## Basis convergence of a pseudo-atom with a filled d shell: tellurium

A norm-conserving pseudopotential is only useful if its pseudo-waves can be expanded in a modest number of plane waves. The atomic form of this test puts the pseudo-atom in a spherical box, holds the potential fixed, and expands each level in spherical Bessel functions $j_l(qr)$ with $q^2$ below a cutoff $E_c$. In Rydberg atomic units a wave number $q$ in bohr$^{-1}$ carries kinetic energy $q^2$ in Ry. The excess of a level is its value at $E_c$ less its value at 400 Ry, and the sum of levels error in the table adds these excesses over the valence electrons. The data are for a PBE Troullier-Martins potential of Te and three variants, each with one setting changed.

Calculated values. Basis error of the valence levels of a Te pseudo-atom, relative to 400 Ry, from ld1.x 7.5 with PBE. The base run uses a scalar-relativistic Troullier-Martins potential with a [Kr] core, valence 4d10 5s2 5p4, radii of 1.85 (s), 2.15 (p) and 1.3 bohr (d), p as the local channel and a core correction. Each variant changes only the setting named in its column head.

| cutoff (Ry) | sum of levels error, base (mRy) | sum of levels error, Dirac equation (mRy) | sum of levels error, p radius 2.24 bohr (mRy) | sum of levels error, reference valence configuration 4d10 5s1.75 5p4.25 (mRy) |
| --- | --- | --- | --- | --- |
| 10 | 31030 | 30990 | 31030 | 31240 |
| 15 | 30690 | 30650 | 30690 | 30870 |
| 21 | 28350 | 28290 | 28350 | 28450 |
| 30 | 20020 | 19950 | 20000 | 20060 |
| 40 | 9032 | 8992 | 9018 | 9043 |
| 50 | 3621 | 3602 | 3616 | 3625 |
| 60 | 1481 | 1472 | 1479 | 1483 |
| 80 | 200.6 | 199.3 | 200.4 | 200.8 |
| 100 | 12.4 | 12.30 | 12.42 | 12.42 |
| 140 | 2.6 | 2.64 | 2.60 | 2.70 |
| 200 | 0.1 | 0.16 | 0.10 | 0.20 |
| 300 | 0 | 0 | 0 | 0 |

The rows at 10, 60 and 100 Ry carry most of the argument. The printed analysis after this section holds the row-by-row comparisons.

### 1. Which electrons produce the error?

Almost only the ten 4d electrons. The same runs resolve the excess by channel, and in the base run the sum $2\,\Delta_s+4\,\Delta_p+10\,\Delta_d$, with $\Delta_l$ the excess of the lowest level of angular momentum $l$, reproduces the column within its rounding. At 60 Ry the d level is 148.08 mRy too high, the s level 0.08 mRy, and the p level is converged to the printed digits, so $10\times148.08+2\times0.08=1481$ mRy. The d share is 99.7 % at 10 Ry and higher in every row up to 200 Ry.

The table is therefore a 4d convergence curve. The outer electrons are far easier: at 30 Ry they contribute $2\times1.99+4\times0.21=4.8$ mRy to a total of about 20 Ry.

### 2. Why does the error hardly change between 10 and 15 Ry?

Because in these two rows the lowest d level is a different state. The converged 4d level of the base run lies at $-3.061$ Ry. Adding the excess puts it at $+0.032$ Ry for a cutoff of 10 Ry and at $+0.005$ Ry for 15 Ry, so the basis is too coarse to bind a d electron at all. The Dirac run and the run with the larger p radius behave alike. The run with the changed reference configuration fits less cleanly: its level lies at $+0.029$ Ry for 10 Ry but at $-0.002$ Ry for 15 Ry, where it is just bound. At 21 Ry the level is bound again, but only at $-0.228$ Ry.

The variational principle explains why the error cannot keep growing as the cutoff falls. Even a small basis holds the slow, box-filling function $j_2(q_1 r)$ whose first zero lies at the wall. Its kinetic energy is 0.083 Ry in the 20 bohr box, and an attractive atom can only lower its energy. Once a compact state would cost more than that, the lowest d level turns diffuse and cannot rise above this box value, so its excess is capped near the binding energy. The cap is $10\times(3061+83)=31440$ mRy; the s and p parts at 10 Ry add $2\times22+4\times11=88$ mRy, which gives about 31530 mRy, 1.6 % above the 31030 mRy of the table. The lowest f level, which the atom does not bind at any cutoff, is close to a pure box state: 0.113 Ry against 0.122 Ry for the empty box. The d level is not. It lies 0.051 and 0.078 Ry below its box value, it still moves with the cutoff, and in the Dirac run its two $j$ components differ by 4.8 mRy at 15 Ry, so it is a diffuse state that still feels the atom.

A flat stretch at low cutoff thus measures the depth of the lost level. It must not be read as convergence, and these two rows are left out of the fits below.

### 3. What sets the size of the error once the level is bound?

Mostly the kinetic energy of the part of the wave that the basis cannot hold. Let $\psi$ be the converged level with energy $\varepsilon$, $P$ the projector on $q^2<E_c$ and $Q=1-P$. Since $(H-\varepsilon)\psi=0$, one has $(H-\varepsilon)P\psi=-(H-\varepsilon)Q\psi$, and using this twice gives for the energy of the truncated wave

$$E[P\psi]-\varepsilon=\frac{\langle Q\psi|H-\varepsilon|Q\psi\rangle}{1-w},\qquad w=\langle Q\psi|Q\psi\rangle .$$

When the discarded weight $w$ is small and $q^2$ in the discarded part is large against $|\varepsilon|$ and the potential, this reduces to

$$\Delta_d\approx K(E_c)=\int_{\sqrt{E_c}}q^2\,\phi(q)^2\,dq,\qquad \phi(q)=\sqrt{2/\pi}\;q\int u(r)\,j_2(qr)\,r\,dr ,$$

where $u(r)$ is the radial 4d pseudo-wave and the upper limit is the 400 Ry reference. The step drops the potential in the discarded part and the relaxation of the kept part, which can only lower the level. Here $u$ was interpolated from 13 points of the base run's wave; nothing was fitted to the table.

For the 60 Ry row the integral gives $K=153.6$ mRy per electron, so ten electrons give 1536 mRy, and the table's 1481 mRy is $1481/1536=0.96$ of that. The size of $w$ follows roughly. The error falls by a factor $e$ in about 11 Ry here, so the discarded components have a mean $q^2$ near 70 Ry and $w\approx0.154/70\approx0.002$. Losing 0.2 % of the norm costs each electron 0.15 Ry. The neglected $|\varepsilon|$ of 3 Ry is about 4 % of 70 Ry, as the approximation requires; the potential term was not evaluated.

From 30 to 140 Ry the ratio of the true excess to $K$ stays between 0.88 and 1.16 while the error falls by almost four orders of magnitude. It drops to 0.62 at 21 Ry, where 4.6 of the wave's 12.4 Ry of kinetic energy lie beyond the cutoff and small $w$ is no longer a fair assumption, and to 0.33 at 10 Ry, where the cap of question 2 rules. At 200 Ry it is 0.42, but there the excess is a single rounding step and tests nothing. Much of the scatter in the good range comes from the discreteness of the box: near 50 Ry the allowed $q^2$ are 2.2 Ry apart and one function more or less changes the error by 18 %. High zeros of $j_2$ lie close to multiples of $\pi$, and the basis in effect ends midway between the last function kept and the first one dropped. At 80 Ry a function falls just above the cutoff and is dropped, so the basis ends about 1 Ry early and the excess should exceed $K$, as the ratio 1.16 does. At 50 Ry a function falls just below the cutoff and is kept, so the basis reaches about 1 Ry further and the excess should fall short of $K$, as the ratio 0.90 does. With slopes near 0.1 per Ry, shifts of that size give changes of the order seen. Because the wave and the levels come from the same potential, the agreement identifies what the basis error consists of; it says nothing about the quality of the potential.

### 4. Why does the steep fall stall between 110 and 140 Ry?

From 80 to 100 Ry the base error drops by $200.6/12.4=16$, and over the twice as long step to 140 Ry only by $12.4/2.6=4.8$. The table's coarse rows hide where the change comes: the base run still falls about threefold from 100 to 110 Ry, which leaves less than a factor of two for the 30 Ry from there to 140 Ry. The transform of the wave has the same shape: $K$ falls by $17.26/1.19=14.5$ and then by $1.19/0.27=4.4$. The reason is visible in $\phi^2$, which has a minimum at 122 to 123 Ry. Since $-dK/dE_c$ is proportional to $q\,\phi^2$ at the cutoff, the error collapses as the main lobe of the transform runs out, then stalls while added functions have almost nothing to describe, and what remains is the weak lobe beyond the minimum. A function that is built piecewise and joined at a radius can have such lobes in its transform. Two interpolations of the wave agree on the position of the minimum, but both rest on the same points, whose spacing resolves 214 Ry at the very best.

Simple extrapolation formulas miss this structure. Both were fitted to the logarithm of the base column from 21 to 140 Ry, the bound rows well above the last digit. An exponential in $E_c$, which is roughly what a Gaussian-like wave would give, is off by a factor of 3.3 at 100 Ry, a row inside the fit. A power law is worse, with a factor of 4.5 at 21 Ry. Over the same rows the unfitted $K$ has a typical (rms) factor of 1.21 and a worst one of 1.62, at 21 Ry; the typical factors of the two fits are 1.67 and 2.55. In practice the slope between two cutoffs does not predict the next step: on the runs' ladder of cutoffs, 110 Ry is the step reported for an error of 10 mRy, but 180 Ry the one for 1 mRy.

### 5. Why is 4d so much harder than 5s and 5p, and what would a larger d radius or another element do?

The wave tables show the difference in size. The 4d pseudo-wave peaks at 0.81 bohr, the 5s near 1.8 bohr and the 5p near 2.15 bohr. A wave confined to a length $L$ needs $q\sim1/L$, and the centrifugal term $l(l+1)/r^2$ adds to this: it is 9.1 Ry at the d peak and $2/2.15^2=0.43$ Ry at the p peak. Pseudization also has less to remove. The all-electron 5s and 5p waves oscillate through the core, and replacing those oscillations by a smooth rise saves much kinetic energy. The 4d wave has a single node, below 0.43 bohr, and its main lobe must largely be kept because the norm inside the radius is conserved: at 0.86 bohr, well inside the 1.3 bohr radius, the pseudo-wave has magnitude 1.112 and the all-electron wave 1.103.

The rule that the cutoff scales as the inverse square of the pseudization radius accounts for only part of the gap. An excess of 2 mRy per level is reached at 30 Ry for s and 97 Ry for d, a ratio of 3.2, whereas $(1.85/1.3)^2=2.03$. The rule applied to a d radius of 1.5 bohr would turn 97 Ry into 73 Ry. All four runs share the same d radius, so this figure is an argument by scaling and not a result, and since the peak is largely pinned by the atom the real gain could be smaller.

The mechanism gives the direction for neighbours. With one more proton the 4d shell is deeper and tighter, so the plateau should rise and the fall move to higher cutoff; lighter elements of the row should go the other way. A 3d shell, with no node to remove and a smaller radius, should be harder still. Freezing 4d into the core would leave a curve of the much smaller size of the s and p terms, at the price of a frozen shell.

### 6. Why do the four curves nearly coincide, and what do the small differences mean?

Up to 100 Ry every variant is within 1 % of the base value. By questions 2 and 3 the error follows the depth of the 4d level in the first two rows and the shape of the 4d pseudo-wave once the level is well bound. All runs share the d radius, and none of the changes should alter either much. The coincidence is no evidence that the cutoff is insensitive to radii in general.

The larger p radius lowers the error at 40 Ry by 14 mRy. The p level changes by 0.01 mRy; the d excess goes from 903.14 to 901.67 mRy, which times ten is $-14.7$ mRy. The p channel is the local potential that d electrons also feel, and the d projector makes up the difference only for the converged wave. The change therefore enters through the terms that $K$ leaves out, and it amounts to 0.16 % of the base value.

In the Dirac run 4d splits into levels at $-3.123$ and $-3.015$ Ry holding four and six electrons. Their weighted mean is slightly less bound than the scalar level, which lowers the cap by 35 mRy, close to the 37.9 mRy by which the unrounded Dirac sum lies below the base sum at 10 Ry. The deeper $d_{3/2}$ level has the larger excess in every row up to 140 Ry. At 10 and 15 Ry this is because more binding is lost; from 30 to 100 Ry it is what a more compact wave should give; at 140 Ry the difference is a single rounding step. At 60 Ry the splitting is 89.1 mRy against the converged 107.7 mRy, an error of 18.6 mRy where each level is off by 140 to 158 mRy, so this one difference profits from cancellation. At 21 and 30 Ry the cancellation fails and the order of the two bound levels is inverted. The potential of this run does not reproduce its own 5p reference levels: with p as the local channel, $p_{1/2}$ and $p_{3/2}$ feel the same potential and both lie at $-0.43775$ Ry instead of being split. The excesses are taken against the run's own 400 Ry levels, so they measure convergence all the same, but the 5p levels themselves deserve less trust. The run is therefore not a full spin-orbit description, and the errors of the two p scattering phases at $-0.32$ Ry are opposite in sign and close to the ratio 2:1 that an averaged potential gives to first order.

Moving a quarter electron from 5s to 5p raises the 10 Ry value by 210 mRy. Reweighting the base s and p excesses alone would give $-2.7$ mRy. The rise comes from the 4d level, which at 400 Ry lies at $-3.08662$ Ry, 25 mRy deeper than in the base run. For ten electrons that lifts the cap by 251 mRy. The sum rises by somewhat less because the diffuse level at 10 Ry also lies about 3 mRy lower than in the base run, so the excess grows by only 22 mRy per electron. Weaker screening by the less penetrating 5p would deepen the 4d level in this way, but that cause was not tested separately.

### 7. Which digits can be trusted, and what does zero at 300 Ry certify?

The large entries carry four figures, so the equality of the base and larger-radius columns from 10 to 21 Ry is rounding: the unrounded sums differ by $-0.8$, $+3.3$ and $-1.0$ mRy. At the other end the levels are rounded to 0.01 mRy, which ten electrons turn into 0.1 mRy. The 12.4 mRy at 100 Ry is thus good to about 1 %, the 0.1 mRy at 200 Ry is a single step, and the differences between runs from 100 Ry up, none above 0.1 mRy, cannot be told from rounding. The 0.20 against 0.1 mRy at 200 Ry is no doubling of anything.

Zero at 300 Ry says that each run agrees with its own 400 Ry levels. The potential's error against the all-electron atom survives at any cutoff. That matters here, because the settings were drawn at random, in a set where many potentials are poor on purpose. In the base run the first ionisation energy is reproduced to 0.3 meV, but removing a 4d electron costs the pseudo-atom 437 meV, or 32 mRy, too much (the printed analysis has a minus sign because that error is all-electron less pseudo). This is more than the whole basis error at 100 Ry, though the two are different quantities. The s phase is wrong by $-2.5$ rad near 3.8 Ry, an energy that the search for bound ghosts does not cover. The test also concerns waves in a fixed atomic potential: the cutoff for the density, including the model core charge, and the error of energy differences in a solid need their own checks.

Numerical output:

```
Base: 2s+4p+10d less table, largest gap 4.0 mRy (table has 4 figures; 0.01 mRy x 10 = 0.1 mRy step)
Ry | d share % | d level Ry | dln(err)/dE from row above, 1/Ry | less base, mRy (%): Dirac, p 2.24, 5s1.75 | 4d j gap mRy
 10 | 99.72 | +0.032 | - | -40.00 (-0.13), +0.00 (+0.00), +210.00 (+0.68) | -1.3
 15 | 99.92 | +0.005 | -0.002 | -40.00 (-0.13), +0.00 (+0.00), +180.00 (+0.59) | -4.8
 21 | 99.94 | -0.228 | -0.013 | -60.00 (-0.21), +0.00 (+0.00), +100.00 (+0.35) | -23.8
 30 | 99.98 | -1.060 | -0.039 | -70.00 (-0.35), -20.00 (-0.10), +40.00 (+0.20) | -21.6
 40 | 99.99 | -2.158 | -0.080 | -40.00 (-0.44), -14.00 (-0.16), +11.00 (+0.12) | 29.3
 50 | 99.98 | -2.699 | -0.091 | -19.00 (-0.52), -5.00 (-0.14), +4.00 (+0.11) | 69.0
 60 | 99.99 | -2.913 | -0.089 | -9.00 (-0.61), -2.00 (-0.14), +2.00 (+0.14) | 89.1
 80 | 99.98 | -3.041 | -0.100 | -1.30 (-0.65), -0.20 (-0.10), +0.20 (+0.10) | 104.4
100 | 100.00 | -3.060 | -0.139 | -0.10 (-0.81), +0.02 (+0.16), +0.02 (+0.16) | 107.5
140 | 100.00 | -3.061 | -0.039 | +0.04 (+1.54), +0.00 (+0.00), +0.10 (+3.85) | 107.7
200 | 100.00 | -3.061 | -0.054 | +0.06 (+60.00), +0.00 (+0.00), +0.10 (+100.00) | 107.8
Free box levels: d 0.083 Ry, f 0.122 Ry (run's f level 0.113 Ry)
Ten times 4d binding 30615 mRy; base at 10 Ry is 1.4% above, at 15 Ry 0.2%
Dirac weighted 4d level -3.0580 Ry; ten times shift of binding -35 mRy; 4d j gap at 400 Ry 107.7 mRy
p 2.24 at 40 Ry: ten times change of d excess -14.7 mRy, table -14 mRy
5s1.75 at 10 Ry: excess over base per d electron 21 mRy; reweighting s,p alone -2.7 mRy
Spline order 3: norm 1.0000, kinetic 12.4 Ry, peak 0.81 bohr, 6/r^2 there 9.1 Ry, decay 1.73/bohr, minima of phi^2 at Ry: 123
Spline order 5: norm 1.0000, kinetic 12.4 Ry, peak 0.81 bohr, 6/r^2 there 9.1 Ry, decay 1.73/bohr, minima of phi^2 at Ry: 122
sqrt(4d binding) 1.75/bohr; wave grid resolves up to 214 Ry at best
Fits on 21-140 Ry (10, 15 unbound; 200 at rounding): exp(-E/11.7 Ry); power E^-5.25
Ry | d excess mRy | discarded kinetic mRy, order 3, 5 | excess/kinetic, order 3, 5 | table/exponential | table/power
 10 | 3093.78 | 9496.45, 9497.74 | 0.33, 0.33 | 0.34 | 0.00
 15 | 3066.31 | 7013.61, 7015.07 | 0.44, 0.44 | 0.52 | 0.04
 21 | 2833.32 | 4590.18, 4591.81 | 0.62, 0.62 | 0.80 | 0.22
 30 | 2001.63 | 2274.64, 2276.29 | 0.88, 0.88 | 1.22 | 1.02
 40 | 903.14 | 981.89, 983.19 | 0.92, 0.92 | 1.30 | 2.09
 50 | 362.04 | 400.78, 401.61 | 0.90, 0.90 | 1.23 | 2.70
 60 | 148.08 | 153.55, 153.97 | 0.96, 0.96 | 1.18 | 2.88
 80 | 20.06 | 17.26, 17.30 | 1.16, 1.16 | 0.89 | 1.77
100 | 1.24 | 1.19, 1.18 | 1.05, 1.05 | 0.31 | 0.35
140 | 0.26 | 0.27, 0.27 | 0.96, 0.95 | 1.98 | 0.43
200 | 0.01 | 0.02, 0.02 | 0.42, 0.43 | 13.01 | 0.11
kinetic order 3, 21-140 Ry: rms factor 1.21, worst factor 1.62 at 21 Ry
kinetic order 5, 21-140 Ry: rms factor 1.21, worst factor 1.62 at 21 Ry
exponential, 21-140 Ry: rms factor 1.67, worst factor 3.27 at 100 Ry
power, 21-140 Ry: rms factor 2.55, worst factor 4.49 at 21 Ry
Cutoff for 2 mRy per level: s 30 Ry, d 97 Ry, ratio 3.2; (r_s/r_d)^2 = 2.03; q*r: s 10.1, d 12.8
1/r^2 scaling only, untested here: that d cutoff at radius 1.5 bohr 73 Ry
Basis step near 50 Ry: 2.2 Ry, one step changes the error by 18%
4d9 excitation error -437 meV = -32.1 mRy; base sum at 100 Ry 169 meV, at 140 Ry 35 meV
```
